**revTPSS against Hartree-Fock in first ionisation energies of 3d and 4d atoms**

The table holds the errors, relative to NIST values, of ΔSCF first ionisation energies of Cr, Mn, Ni, Ru, Ag and Cd from a B-spline radial code with spin-free X2C, for revTPSS (A) and Hartree-Fock (B), with an estimate of the spin-orbit contribution. The program tests whether the difference A − B scales as a relativistic or a spin-polarisation switch would, fits a pair-counting model to the Hartree-Fock errors and a lone-s overbinding model ±(a + b·m) to the revTPSS errors, and keeps Ni (3d⁸4s² → 3d⁹) out of the fits. The difference is 1.09 to 1.47 eV in the five plain rows with an exponent of 0.27 in Z, and −ε/IE is near 0.6 for revTPSS and 1.03 for Hartree-Fock. The two models leave rms residuals of 0.06 and 0.05 eV on five rows, the d count and the period cannot be told apart in either, and they miss Ni by 1.4 and 0.5 eV.

Neutral 3d and 4d atoms with B-spline radial atomic code 1: revTPSS (spherical fractional occupations) and Hartree-Fock (configuration average), spin-free X2C, Fermi nucleus, basis-set limit, highest spin. IEs are ΔSCF between NIST's ground configurations, NIST values between ground levels. A star marks a step that also rearranges the configuration; the last column estimates the spin-orbit effect.

## Program and output

```python
# Table: errors (computed less NIST, eV) of Delta-SCF first ionisation energies of 3d/4d atoms, B-spline radial
# code, spin-free X2C; A = revTPSS, B = Hartree-Fock. Tested: scaling of D = A - B (constant, Z^2, spin
# alternation), pair counting for B, lone-s overbinding for A; Ni (rearranging step) is kept out of the fits.
T = {
    'ion': ['Cr', 'Mn', 'Ni', 'Ru', 'Ag', 'Cd'],
    'Z': [24, 25, 28, 44, 47, 48],
    'configuration': ['[Ar] 3d5 4s1', '[Ar] 3d5 4s2', '[Ar] 3d8 4s2', '[Kr] 4d7 5s1', '[Kr] 4d10 5s1', '[Kr] 4d10 5s2'],
    'removed': ['4s', '4s', '4s*', '5s', '5s', '5s'],
    'tab': [6.76651, 7.434038, 7.639878, 7.3605, 7.576234, 8.99382],  # eV
    'err_revTPSS': [0.44, -0.32, -0.76, 0.23, 0.1, -0.19],  # eV
    'err_Hartree_Fock': [-0.76, -1.41, -0.18, -1.06, -1.22, -1.66],  # eV
    'j_filling': [-0.02, -0.01, 0.17, -0.01, 0.0, 0.0],  # eV
}
import numpy as np
from scipy.constants import physical_constants as pc
Ha = pc['Hartree energy in eV'][0]
el = T['ion']; Z = np.array(T['Z'], float); tab = np.array(T['tab'], float)
A = np.array(T['err_revTPSS'], float); B = np.array(T['err_Hartree_Fock'], float); so = np.array(T['j_filling'], float)
nd = np.array([5, 5, 8, 7, 10, 10.]); m = np.array([5, 5, 2, 3, 0, 0.]); pair = np.array([0, 1, 1, 0, 0, 1.])
sg = 1 - 2*pair; p4 = (Z > 36)*1.0; ok = np.array(['*' not in r for r in T['removed']]); D = A - B
ix = {e: i for i, e in enumerate(el)}; ni = ix['Ni']; one = np.ones(len(el))
# further outputs of the same runs: -eps of ionised level (eV), total energies (Ha), 2nd IE errors of A, integrals (eV)
eA = np.array([4.426194, 4.4887, np.nan, 4.727659, 4.637695, 5.594221])
eB = np.array([6.156772, 6.199925, np.nan, 6.489975, 6.483362, 7.652891])
EA = np.array([-1050.505, -1158.238, -1520.150, -4529.339, -5314.328, -5592.861])
EB = np.array([-1049.675, -1157.408, -1519.104, -4528.021, -5312.880, -5591.393])
A2 = {'Mn': 0.3313369, 'Cd': 0.06989567, 'Ni': 1.045636}
F = {'Mn 3d up': (9.717413, 6.005818), 'Ru 4d down': (6.967737, 4.46394)}; G2 = {'Mn': 1.35107, 'Ru': 1.837421}
print('rounding floor: 0.005 eV per error, 0.01 eV on D')
print('row IE_A IE_B errA errB D (eV) | errA% errB% D/(-errB)')
for i, e in enumerate(el):
    print(f'{e} {tab[i]+A[i]:.2f} {tab[i]+B[i]:.2f} {A[i]:+.2f} {B[i]:+.2f} {D[i]:+.2f} | '
          f'{100*A[i]/tab[i]:+.1f} {100*B[i]/tab[i]:+.1f} {D[i]/-B[i]:+.2f}')
for nm, s in (('all 6', one > 0), ('5 plain', ok)):
    print(f'{nm}: MAE A {abs(A[s]).mean():.2f} B {abs(B[s]).mean():.2f}; mean A {A[s].mean():+.2f} B {B[s].mean():+.2f} eV')
print(f'plain rows: D {D[ok].min():.2f}-{D[ok].max():.2f} (ratio {D[ok].max()/D[ok].min():.2f}), '
      f'-errB {(-B[ok]).min():.2f}-{(-B[ok]).max():.2f} (ratio {B[ok].min()/B[ok].max():.2f})')
def fit(nm, cols, y):
    X = np.array(cols).T; c = np.linalg.lstsq(X[ok], y[ok], rcond=None)[0]; r = y - X @ c
    print(f'{nm}: c = {np.round(c, 3)}, rms {np.sqrt((r[ok]**2).mean()):.3f} eV')
    print('  resid ' + ' '.join(f'{e} {x:+.2f}' for e, x in zip(el, r)) + ' (Ni not fitted)')
fit('D = c', [one], D)
fit('D = c (Z/40)^2 [relativity]', [(Z/40)**2], D)
fit('D = c*sign(s1 +, s2 -) [spin switch]', [sg], D)
fit('-errB = c0+c1 nd+c2 pair', [one, nd, pair], -B)
fit('-errB = c0+c1 [4d]+c2 pair', [one, p4, pair], -B)
fit('errA = sign*(a+b m)', [sg, sg*m], A)
pD = np.polyfit(np.log(Z[ok]), np.log(D[ok]), 1)[0]; pE = np.polyfit(np.log(Z), np.log(EB - EA), 1)[0]
print(f'exponent in Z: D {pD:.2f} (relativity ~2); total-energy gap {pE:.2f} (relativity ~4)')
for a, b in (('Cr', 'Ag'), ('Mn', 'Cd')):
    print(f'{a}->{b}: D ratio {D[ix[b]]/D[ix[a]]:.2f}, Z^2 ratio {(Z[ix[b]]/Z[ix[a]])**2:.2f}')
for a, b in (('Cr', 'Mn'), ('Ag', 'Cd')):
    i, j = ix[a], ix[b]
    print(f's1->s2 step {a}->{b}: errA {A[j]-A[i]:+.2f}, errB {B[j]-B[i]:+.2f}, D {D[j]-D[i]:+.2f} eV')
print('E_B-E_A (Ha): ' + ' '.join(f'{e} {x:.2f}' for e, x in zip(el, EB - EA)))
print('per electron (eV): ' + ' '.join(f'{e} {x:.2f}' for e, x in zip(el, (EB - EA)*Ha/Z)))
for nm, ee, er in (('A', eA, A), ('B', eB, B)):
    print(f'-eps/IE {nm}: ' + ' '.join(f'{el[i]} {ee[i]/(tab[i]+er[i]):.2f}' for i in np.where(ok)[0]))
    print(f'-eps-IE {nm} (eV): ' + ' '.join(f'{el[i]} {ee[i]-tab[i]-er[i]:+.2f}' for i in np.where(ok)[0]))
for e in A2:
    print(f'A two steps {e}: {A[ix[e]]:+.2f} {A2[e]:+.2f} sum {A[ix[e]]+A2[e]:+.2f} eV')
print('s-d exchange per parallel pair G2/5 (eV): ' + ' '.join(f'{k} {v/5:.2f}' for k, v in G2.items()))
print('high-spin average above F term, 4.5 B (eV, rough): ' +
      ', '.join(f'{k} {4.5*(a/49-5*b/441):.1f}' for k, (a, b) in F.items()))
print(f'max |spin-orbit| plain rows {abs(so[ok]).max():.2f} eV; Ni {so[ni]:+.2f}: errA+so {A[ni]+so[ni]:+.2f}, errB+so {B[ni]+so[ni]:+.2f}')
assert (B < 0).all()
assert (D[ok] > 0).all() and D[ni] < 0
assert (np.sign(A[ok]) == sg[ok]).all()
assert 0 <= pD < 1 and pE < 2
```

It prints:

```
rounding floor: 0.005 eV per error, 0.01 eV on D
row IE_A IE_B errA errB D (eV) | errA% errB% D/(-errB)
Cr 7.21 6.01 +0.44 -0.76 +1.20 | +6.5 -11.2 +1.58
Mn 7.11 6.02 -0.32 -1.41 +1.09 | -4.3 -19.0 +0.77
Ni 6.88 7.46 -0.76 -0.18 -0.58 | -9.9 -2.4 -3.22
Ru 7.59 6.30 +0.23 -1.06 +1.29 | +3.1 -14.4 +1.22
Ag 7.68 6.36 +0.10 -1.22 +1.32 | +1.3 -16.1 +1.08
Cd 8.80 7.33 -0.19 -1.66 +1.47 | -2.1 -18.5 +0.89
all 6: MAE A 0.34 B 1.05; mean A -0.08 B -1.05 eV
5 plain: MAE A 0.26 B 1.22; mean A +0.05 B -1.22 eV
plain rows: D 1.09-1.47 (ratio 1.35), -errB 0.76-1.66 (ratio 2.18)
D = c: c = [1.274], rms 0.127 eV
  resid Cr -0.07 Mn -0.18 Ni -1.85 Ru +0.02 Ag +0.05 Cd +0.20 (Ni not fitted)
D = c (Z/40)^2 [relativity]: c = [1.11], rms 0.477 eV
  resid Cr +0.80 Mn +0.66 Ni -1.12 Ru -0.05 Ag -0.21 Cd -0.13 (Ni not fitted)
D = c*sign(s1 +, s2 -) [spin switch]: c = [0.25], rms 1.256 eV
  resid Cr +0.95 Mn +1.34 Ni -0.33 Ru +1.04 Ag +1.07 Cd +1.72 (Ni not fitted)
-errB = c0+c1 nd+c2 pair: c = [0.503 0.07  0.51 ], rms 0.061 eV
  resid Cr -0.09 Mn +0.05 Ni -1.39 Ru +0.07 Ag +0.02 Cd -0.05 (Ni not fitted)
-errB = c0+c1 [4d]+c2 pair: c = [0.797 0.324 0.576], rms 0.059 eV
  resid Cr -0.04 Mn +0.04 Ni -1.19 Ru -0.06 Ag +0.10 Cd -0.04 (Ni not fitted)
errA = sign*(a+b m): c = [0.136 0.046], rms 0.052 eV
  resid Cr +0.07 Mn +0.05 Ni -0.53 Ru -0.04 Ag -0.04 Cd -0.05 (Ni not fitted)
exponent in Z: D 0.27 (relativity ~2); total-energy gap 0.79 (relativity ~4)
Cr->Ag: D ratio 1.10, Z^2 ratio 3.84
Mn->Cd: D ratio 1.35, Z^2 ratio 3.69
s1->s2 step Cr->Mn: errA -0.76, errB -0.65, D -0.11 eV
s1->s2 step Ag->Cd: errA -0.29, errB -0.44, D +0.15 eV
E_B-E_A (Ha): Cr 0.83 Mn 0.83 Ni 1.05 Ru 1.32 Ag 1.45 Cd 1.47
per electron (eV): Cr 0.94 Mn 0.90 Ni 1.02 Ru 0.82 Ag 0.84 Cd 0.83
-eps/IE A: Cr 0.61 Mn 0.63 Ru 0.62 Ag 0.60 Cd 0.64
-eps-IE A (eV): Cr -2.78 Mn -2.63 Ru -2.86 Ag -3.04 Cd -3.21
-eps/IE B: Cr 1.03 Mn 1.03 Ru 1.03 Ag 1.02 Cd 1.04
-eps-IE B (eV): Cr +0.15 Mn +0.18 Ru +0.19 Ag +0.13 Cd +0.32
A two steps Mn: -0.32 +0.33 sum +0.01 eV
A two steps Cd: -0.19 +0.07 sum -0.12 eV
A two steps Ni: -0.76 +1.05 sum +0.29 eV
s-d exchange per parallel pair G2/5 (eV): Mn 0.27 Ru 0.37
high-spin average above F term, 4.5 B (eV, rough): Mn 3d up 0.6, Ru 4d down 0.4
max |spin-orbit| plain rows 0.02 eV; Ni +0.17: errA+so -0.59, errB+so -0.01
```
